**Q:** Here are six molecular cations without their names, and a list of the six ions they must be. Can the magnetic susceptibility alone tell me which is which?

Isotropic magnetisability and molar magnetic susceptibility of singly charged, closed-shell cations, computed with PySCF 2.14.0 at the non-relativistic PBE/pcSseg-1 level with GIAOs and density fitting. Each ion is in the gas phase, as a single conformer at its GFN2-xTB geometry. Candidates: C[P+]12C=CC(C=C1)C=C2, C=C[P+](C)(C)P(CC)CCOC, C=C1C[SiH2][N+]#C[C@@H]1C#N, FC1=C([SiH3])[P@H+]1c1cccc(F)c1, C#C[P+](C)(C)Cc1ccccc1, C#CC[P+](C)(C)CP.

```tsv
row	magnetisability (1e-30 J/T^2)	susceptibility (1e-6 cm^3/mol)
A	-2030.1	-122.26
B	-2311.1	-139.18
C	-1340.0	-80.70
D	-1191.0	-71.73
E	-1762.3	-106.13
F	-1774.2	-106.85
```

**A:** In part. You have one clue per ion, because the magnetisability is the same quantity in other units. I quote the susceptibility in $10^{-6}\ \mathrm{cm^3/mol}$. A more negative value means a stronger diamagnetic response. How would you start?

**Q:** With the number of electrons. Every electron responds to the field, so the ion with the most electrons should have the most negative value.

**A:** Test that on ions whose names we know. Six others were computed in the same way. The two isomers C7H14P, with 70 electrons each, come out at about −94 and −93. C5H8FNPSi has 82 electrons and reaches only −86. More electrons have given a weaker response.

**Q:** So some electrons count for more than others?

**A:** Yes. The field drives a circulating current in each electron cloud, and the response grows with the mean square distance of the electrons from their own centre. Core electrons sit close to the nucleus and add little, however many there are. The electrons of a C–H bond are spread out and add a lot. An ion rich in hydrogen is therefore strongly diamagnetic for its electron count.

**Q:** Does anything work against this?

**A:** The field also mixes excited states into the ground state, and the current that this sets up runs the other way. The mixing is easier where excitations lie low, as they do at a carbon–carbon double bond. A double bond thus costs an ion twice: it has fewer hydrogens than the saturated group, and it adds a positive term. Both effects are largely local, so contributions of atoms and bonds nearly add up. This is the idea behind Pascal's constants.

**Q:** Can you turn that into an estimate?

**A:** Let $n$ be the number of atoms of each element, $n_3$ the number of phosphorus and silicon atoms together, and $n_d$ the number of isolated C=C bonds. Then

$$\chi \approx -(6.0\,n_C + 2.9\,n_H + 5.6\,n_N + 4.6\,n_O + 6.3\,n_F + 12.7\,n_3) + 3.1\,n_d .$$

The first five constants are rough, recalled Pascal values. The last two were fitted to the six labelled ions. When each of these ions in turn is left out and predicted, the typical miss is about 4.

**Q:** Why does a benzene ring not count as three double bonds?

**A:** Its π electrons can circulate around the whole ring, and theory expects this extra diamagnetic current to make up for most of what the double bonds take away. We can check that choice once the names are known.

**Q:** Then let me try C9H21OP2, which has one double bond. Carbon gives −54, hydrogen −60.9, oxygen −4.6 and the two phosphorus atoms −25.4. With +3.1 for the double bond, the sum is −141.8.

**A:** That ion took no part in the fit. The nearest value is B, at −139.2, and no other candidate is estimated beyond −120. B is sure. Notice that the largest single share comes from the 21 hydrogens.

**Q:** For A, at −122, my electron count would have chosen the fluorophenyl ion C8H8F2PSi.

**A:** It has more electrons than the benzyl ion C11H14P, but many of them are held tightly in fluorine, silicon and phosphorus. The benzyl ion has more carbon and more hydrogen. The estimates are −119 for the benzyl ion and −106 for the fluorophenyl ion. Both contain one benzene ring, so a wrong treatment of the ring would shift them together and keep their order. A is the benzyl ion, and I call that sure too.

**Q:** E and F are then the fluorophenyl ion and C6H13P2, whose estimate is −99. The fluorophenyl ion should have the more negative value, which is F.

**A:** The pair is right, but the order within it is not to be trusted. E and F differ by only 0.7, far less than the typical miss of the estimate. Whichever way you assign them, one ion fits well and the other is off by 7 or 8. Another conformer or a larger basis set might also change such a small difference. On this one number, E and F remain ambiguous.

**Q:** Is there another clue?

**A:** The direction of the field. The value in the table is an average over three principal axes, and the same calculation gives the three components separately. In E the strongest component exceeds the mean of the other two by 53. In F the excess is only 3, so F responds almost equally in all directions.

**Q:** And a benzene ring should have one strong axis?

**A:** Yes, because electrons can run around the ring only when the field passes through it. The ion we have already identified serves as a control: A, the benzyl ion, has an excess of 58. Among the ions without a benzene ring the excess never goes above 20. So E is the fluorophenyl ion and F is C6H13P2, the reverse of what the estimate suggested. The numbers show the one strong axis; that a ring current causes a large part of it is standard theory.

**Q:** That leaves C and D for the methylated cage C8H10P and the nitrilium ion C6H7N2Si. Their estimates are −80 and −77.

**A:** That gap is too small to decide. It is better to start from a close relative. The parent cage, C7H8P, is among the labelled ions, at −67.9. Replacing the hydrogen on its phosphorus by a methyl group adds one CH2 unit, which is worth $-6.0 - 2\times 2.9 = -11.8$.

**Q:** So I expect −79.7, and C is at −80.7.

**A:** D, at −71.7, would need an increment of only −3.8, about a third of the usual one. C is therefore the cage and D the nitrilium ion. The comparison is safer than two separate estimates, because most of what is peculiar to the cage is present in parent and product alike and drops out of the difference. Still, it relies on one increment, and the separate components offer a check. The cage has a threefold axis, so the two components across that axis must be equal. In C two components are indeed equal, at about −92, and the third is only −57. In D all three differ. That makes C and D sure.

**Q:** May I see the names?

**A:** Here is the whole series.

The rows with their labels:

```tsv
system	formula	magnetisability (1e-30 J/T^2)	susceptibility (1e-6 cm^3/mol)
C=C[P+](C)(C)P(CC)CCOC	C9H21OP2	-2311.1	-139.18
C#C[P+](C)(C)Cc1ccccc1	C11H14P	-2030.1	-122.26
C#CC[P+](C)(C)CP	C6H13P2	-1774.2	-106.85
FC1=C([SiH3])[P@H+]1c1cccc(F)c1	C8H8F2PSi	-1762.3	-106.13
CC#C[PH2+]C(C)(C)C	C7H14P	-1561.8	-94.05
C[C@@H]1C[P@H+]1C1CCC1	C7H14P	-1543.7	-92.96
N#CCC[P@H+]1C(F)=C1[SiH3]	C5H8FNPSi	-1427.9	-85.99
CC1=C(F)[P@@H+]1CCC#N	C6H8FNP	-1344.9	-80.99
C[P+]12C=CC(C=C1)C=C2	C8H10P	-1340.0	-80.70
C=C1C[SiH2][N+]#C[C@@H]1C#N	C6H7N2Si	-1191.0	-71.73
C1=C[PH+]2C=CC1C=C2	C7H8P	-1127.4	-67.89
FC1=C([SiH3])[PH2+]1	C2H5FPSi	-973.2	-58.60
```

B is the first row, A the second, F the third and E the fourth. C is the methylated cage and D the nitrilium ion, so all six assignments hold. The susceptibility alone had settled A and B. C and D needed a relative, and E and F needed the separate components, which also confirmed C and D.

**Q:** How good was the estimate in the end?

**A:** For the six ions you had to identify, its root-mean-square miss is 4.2, against 11.4 for a simple proportionality to the number of electrons. The printed output below lists both. I would not read the fitted constants as properties of an atom, since phosphorus and silicon share one value. One of the calibration ions, the small C2H5FPSi, is also unusual: its P–C distances are about 2.0 Å, so it looks more like a PH2 cation attached to an alkyne than like a normal ring. It is the worst row of the fit.

**Q:** And the benzene ring?

**A:** If it is counted as three isolated double bonds, the response of the benzyl ion comes out too weak by 12 and that of the fluorophenyl ion by 9. Without that correction the misses are 3 and almost zero. This suggests that the ring is more diamagnetic than three separate double bonds would be, as a ring current would make it. It is not proof, because the estimate can also be too weak by several units for an ion without a benzene ring.

**Q:** Where does the estimate fail?

**A:** At D it predicts a response that is too strong by about 5. This ion has a C≡N⁺ unit bent into a six-membered ring and the smallest gap between occupied and empty orbitals of all twelve ions. A small gap can favour the positive term, but only if the field couples the orbitals on either side of it, and the fluorophenyl ion, with the next smallest gap, is estimated well. The constant shared by phosphorus and silicon can explain part of the miss. Between two of the labelled ions, putting SiH3 in place of CH3 makes the value more negative by only 5.0, so silicon counts for about 11 there, not 12.7. The calculation also assumed a closed shell for this ion without checking whether another spin state lies lower.

**Q:** F is worse still, off by almost 8. It contains a neutral phosphine group, one CH2 unit away from the charged phosphorus. Could the lone pair, being spread out, add to the response?

**A:** It could. The constant was fitted to ions whose only phosphorus atom is the charged one, so the fit never learned what a neutral phosphorus is worth. B seems to speak against your idea, because it also has a neutral phosphorus and there the estimate errs slightly in the opposite direction. But in B the two phosphorus atoms are bonded directly to each other, so it is not a clean test. A better one would be to compute C6H13P2 again with CH3 in place of the PH2 group and see whether the miss disappears.

The analysis program printed:

```
fit of susceptibility - atoms on 6 rows (cand < 1): coefficient of heavy -12.7 +/- 0.91, coefficient of dbl 3.08 +/- 0.91; rms 1.91, worst FC1=C([SiH3])[PH2+]1 3.48, leave-one-out rms 4.14
  rows outside the fit (model, value, miss): C=C[P+](C)(C)P(CC)CCOC -22.32, -19.68, -2.64; C#C[P+](C)(C)Cc1ccccc1 -12.7, -15.66, 2.96; C#CC[P+](C)(C)CP -25.4, -33.15, 7.75; FC1=C([SiH3])[P@H+]1c1cccc(F)c1 -22.32, -22.33, 0.0085; C[P+]12C=CC(C=C1)C=C2 -3.462, -3.7, 0.238; C=C1C[SiH2][N+]#C[C@@H]1C#N -9.621, -4.23, -5.39
Susceptibility and estimates in 1e-6 cm^3/mol:
                              row  computed  additive  additive less computed  benzene with three double bonds  electrons  electron count estimate  strongest component less mean of other two
           C=C[P+](C)(C)P(CC)CCOC    -139.2    -141.8                  -2.642                           -141.8        112                   -129.9                                      -9.996
           C#C[P+](C)(C)Cc1ccccc1    -122.3    -119.3                    2.96                           -110.1         94                     -109                                       -58.4
                 C#CC[P+](C)(C)CP    -106.8     -99.1                   7.749                            -99.1         78                   -90.45                                      -3.204
  FC1=C([SiH3])[P@H+]1c1cccc(F)c1    -106.1    -106.1                  0.0085                           -96.88        102                   -118.3                                      -53.21
               CC#C[PH2+]C(C)(C)C    -94.05     -95.3                  -1.251                            -95.3         70                   -81.18                                      -10.07
           C[C@@H]1C[P@H+]1C1CCC1    -92.96     -95.3                  -2.341                            -95.3         70                   -81.18                                      -13.26
        N#CCC[P@H+]1C(F)=C1[SiH3]    -85.99    -87.42                  -1.432                           -87.42         82                   -95.09                                      -10.23
            CC1=C(F)[P@@H+]1CCC#N    -80.99    -80.72                   0.269                           -80.72         74                   -85.82                                      -8.514
            C[P+]12C=CC(C=C1)C=C2     -80.7    -80.46                   0.238                           -80.46         72                    -83.5                                      -17.71
      C=C1C[SiH2][N+]#C[C@@H]1C#N    -71.73    -77.12                  -5.391                           -77.12         70                   -81.18                                      -16.02
              C1=C[PH+]2C=CC1C=C2    -67.89    -68.66                  -0.772                           -68.66         64                   -74.22                                      -19.23
             FC1=C([SiH3])[PH2+]1     -58.6    -55.12                   3.479                           -55.12         54                   -62.62                                      -7.533
rms miss of additive estimate for the six candidates (1e-6 cm^3/mol): 4.181
rms miss of electron count for the six candidates (1e-6 cm^3/mol): 11.37
C6H13P2 less C8H8F2PSi, computed (1e-6 cm^3/mol): -0.72
C6H13P2 less C8H8F2PSi, additive (1e-6 cm^3/mol): 7.02
C8H10P less C6H7N2Si, additive (1e-6 cm^3/mol): -3.341
parent cage plus one CH2 increment (1e-6 cm^3/mol): -79.69
C8H10P less parent cage, computed (1e-6 cm^3/mol): -12.81
C6H7N2Si less parent cage, computed (1e-6 cm^3/mol): -3.84
benzyl ion, three double bonds in benzene, estimate less computed (1e-6 cm^3/mol): 12.2
fluorophenyl ion, three double bonds in benzene, estimate less computed (1e-6 cm^3/mol): 9.247
```
